When pressure has to be turned into volume for cubic Al₂Cu, the choice is between a single bulk modulus and a full pressure–volume curve. The single number is easier to put into a stress model, and near zero pressure it works. The fluorite-type crystal treated here is the idealised form of the θ′ precipitate that strengthens aluminium–copper alloys. How far it is squeezed decides which description to use.

Fluorite-type Al₂Cu (Fm-3m) relaxed under hydrostatic pressure at zero temperature, without zero-point motion, with Ansatz 0.2.0, using PBEsol, scalar-relativistic plane-wave PAW and no spin polarisation. The cutoff is 420 eV, the Gaussian smearing 0.1 eV and the k meshes are Gamma-centred. Changes are relative to the cell relaxed at zero pressure (conventional a = 5.726 Å, 15.65 Å³ per atom).

```tsv
applied pressure (GPa)	k mesh	volume change (%)	enthalpy change (eV/atom)	energy change (meV/atom)
-1	14×14×14	0.98	-0.098	0.5
1	14×14×14	-0.98	0.097	0.5
4	14×14×14	-3.53	0.384	6.8
12	14×14×14	-8.92	1.115	48.0
25	16×16×16	-15.33	2.228	161.1
50	16×16×16	-23.54	4.188	454.5
90	16×16×16	-31.76	7.002	1003.4
```

**What happens**

The first GPa takes about 1 % off the volume, but 90 GPa take only 32 %. Between the rows at 50 and 90 GPa, each further GPa removes about 0.2 % of the starting volume. The slowing is smooth, with no kink that would hint at a sudden change of state.

**The tempting explanation**

Perhaps the material is no stiffer at all. Each GPa might remove the same fraction of what is left, and since less is left, the loss looks smaller when it is counted against the starting volume. This effect is real, and its size can be worked out. From the first pressure interval to the last, the loss per GPa falls by a factor of 4.7, of which the shrinking base supplies 1.4. The other factor, 3.4, is a true rise in stiffness, meaning the pressure needed for a given fractional loss of the present volume.

The two rows nearest zero seem to speak for constant stiffness, because 1 GPa of tension and 1 GPa of compression change the volume by equal and opposite amounts. That symmetry is partly an artefact. The relaxation meant for 1 GPa stopped at 1.05 GPa, so at exactly 1 GPa the loss would be nearer 0.98/1.05 = 0.93 %. Compression is already slightly harder than expansion.

**Why the crystal stiffens**

In a metal, the attraction between electrons and ions pulls the atoms together. The kinetic energy of the electrons, which rises when they are confined to less space, pushes them apart. At zero pressure the two balance. On compression the repulsion grows faster than the attraction, so every further step meets a steeper slope.

How much stiffening follows depends on how steeply both the repulsion and the attraction change with distance. For a plain electron gas among ions, theory gives a kinetic energy proportional to $1/d^2$ and an attraction proportional to $-1/d$, where $d$ is the distance between atoms. A steeper choice takes $1/d^4$ against $-1/d^2$. This is the second-order Birch–Murnaghan law, whose powers come from a convention for measuring large strains and not from a count of electrons.

**The three laws**

Let $v$ be the volume divided by that at zero pressure, $P$ the pressure and $B_0$ the stiffness at zero pressure. Constant stiffness means $dP=-B_0\,dv/v$, and hence $P=-B_0\ln v$. For the other two, $d$ varies as $v^{1/3}$, and the pressure is minus the slope of the energy against volume. Zero pressure at $v=1$ and the stiffness $B_0$ there fix both coefficients:

$$P_{\rm gas}=3B_0\left(v^{-5/3}-v^{-4/3}\right),\qquad P_{\rm steep}=\tfrac32B_0\left(v^{-7/3}-v^{-5/3}\right).$$

The rows at −1 and 1 GPa give $B_0$ = 105 GPa, and no row at higher pressure enters it. Take the 50 GPa row as an example. Its volume change of −23.54 % means $v$ = 0.7646, for which the two powers in the steeper law are 1.871 and 1.564. The law then gives 1.5 × 105 × (1.871 − 1.564), or about 48 GPa, close to the pressure applied.

**What the numbers decide**

The hardest test is the volume reached at 90 GPa. Constant stiffness assigns it only 40 GPa, the electron gas 71 GPa and the steeper law 86 GPa. The first explanation therefore fails badly. The second bends the curve the right way but too little, and the third falls only 4 % short of the actual pressure.

A stricter test asks which $B_0$ each law would need in order to reproduce each row. A correct law would give the same answer every time. For the steeper law the answer creeps up from 105 to 109 GPa over the whole range, while for the electron gas it climbs to 133 GPa, so no single choice of $B_0$ rescues that picture. The printed output below lists these values row by row.

The small drift of the steeper law is what its fixed shape leads one to expect. Near zero pressure it lets the stiffness rise by 4 GPa per GPa (the electron gas by 3), and the rows ask for a little more. The stiffness is 102.5 GPa between −1 GPa and zero and 107 GPa between zero and 1 GPa, a rise of about 4.4 per GPa. The drift is accordingly already visible at 12 GPa, where the k mesh is still that of the zero-pressure reference. Its exact size higher up should not be over-read. From 25 GPa upwards the mesh is denser, and the effect of that change was not tested at a fixed volume. The 90 GPa run itself raised no warning, but it lies far from the equilibrium volume, where the data makers' tests on other systems, not on this crystal, advise caution. The soft PAW datasets used in all the runs were made for the PBE functional, and their accuracy at such strong compression was not tested.

**Where the extra steepness comes from**

Here theory has to speak, because the numbers fix the steepness and not its origin. Valence electrons are kept out of the space held by the atomic cores, and this costs more as the cores take up a larger share of the crystal. In its simplest form this cost goes as $1/d^3$. A repulsion $1/d^n$ against an attraction $-1/d^m$ makes the stiffness rise by $(n+m+6)/3$ per unit of pressure near zero, so this term can lift the electron-gas value from 3 to at most 10/3. It points the right way but falls short of the 4.4 seen in the rows, and the rest has to come from effects beyond this simple picture. The filled 3d shell of copper may add to this by repelling the valence electrons around it, as the Al–Cu distance shrinks from 2.48 to 2.18 Å by 90 GPa. Direct contact between 3d shells is an unlikely cause, because even then the copper atoms are much farther apart than in copper metal. The table cannot separate the part of the 3d shell from that of the deeper cores.

A neighbouring series on pure aluminium, which has no filled d shell, would be a useful control. Aluminium is softer, so its curve should bend at lower pressures: in all three laws the volume depends only on $P/B_0$. The telling comparison would be at equal $P/B_0$. If aluminium stiffened just as steeply there, a filled d shell would not be needed to explain such steepness.

**What to do**

Up to a few GPa, a constant 105 GPa is good enough for most estimates. At 4 GPa it predicts a volume loss of 3.8 %, from $1-e^{-4.07/105}$ with the actual pressure of that run, against 3.5 % in the table. At 12 GPa the same estimate gives 11 % against 8.9 %, an error of about a fifth of the loss. From there on, use the steeper law or interpolate between the rows.

For the energy stored in the crystal, read the energy change and not the enthalpy change. At 90 GPa the enthalpy has risen by 7.0 eV per atom, but 6.0 eV of this is the product of pressure and volume. Only about 1.0 eV per atom is stored in the compressed crystal.

The curve holds for a crystal that stays cubic. At zero pressure the relaxation began with a slightly tetragonal cell and ended cubic within the tolerance of the symmetry search. The other runs up to 12 GPa also allowed a tetragonal stretch, but they started from that almost exactly cubic cell. Their stresses along the three axes differ by less than 0.01 GPa, so they are only a weak test of whether the cube is stable. From 25 GPa upwards the cubic symmetry was enforced, and the 25 GPa run carries a warning that its structure was snapped to symmetry. Those rows therefore cannot show whether the cube is stable. Ordinary Al₂Cu has a different, tetragonal structure, and whether the cubic form would survive these pressures is a separate question. It needs the enthalpies of both structures and a check of the lattice vibrations.

Output of the analysis:

```
Between the row above and this row:
  row  loss in % of start volume per GPa  stiffness GPa  electron gas GPa  steeper law GPa
    1                             0.9546          104.8             104.8            104.8
    4                             0.8449          115.7             112.2            114.7
   12                             0.6801          137.8             126.8            134.9
   25                             0.4924          178.4             152.3            171.7
   50                             0.3285            245             193.1            233.6
   90                             0.2052          352.2             254.9            334.5
Zero-pressure stiffness each law needs to give this row in GPa:
  row  constant stiffness  electron gas  steeper law
   -1               102.5           104        104.6
    1                 107         105.4        104.9
    4               113.3         107.4        105.4
   12               128.4         111.6        106.5
   25               150.3         117.1        107.7
   50               186.3         124.5        108.8
   90               235.7         132.8        109.4
Stiffness near zero pressure from the rows at -1 and 1 GPa (GPa): 104.8
Factor by which the volume loss per GPa falls, first to last interval: 4.652
Part of that factor from stiffening: 3.362
Part of that factor from the shrinking volume: 1.384
Volume change at 90 GPa if stiffness stayed constant (%): -57.67
Pressure at the volume of the 90 GPa row, constant stiffness (GPa): 40.03
Pressure at the volume of the 90 GPa row, electron gas (GPa): 71.05
Pressure at the volume of the 90 GPa row, steeper law (GPa): 86.19
Miss of the electron gas in that pressure (%): -21.09
Miss of the steeper law in that pressure (%): -4.288
Energy change in the 90 GPa row, constant stiffness (meV/atom): 581.4
Energy change in the 90 GPa row, electron gas (meV/atom): 849.6
Energy change in the 90 GPa row, steeper law (meV/atom): 968.9
PV part of the enthalpy change at 90 GPa (eV/atom): 5.999
Stored energy as share of the enthalpy change at 90 GPa (%): 14.33
Al-Cu distance at zero pressure (A): 2.48
Al-Cu distance at 90 GPa (A): 2.183
```
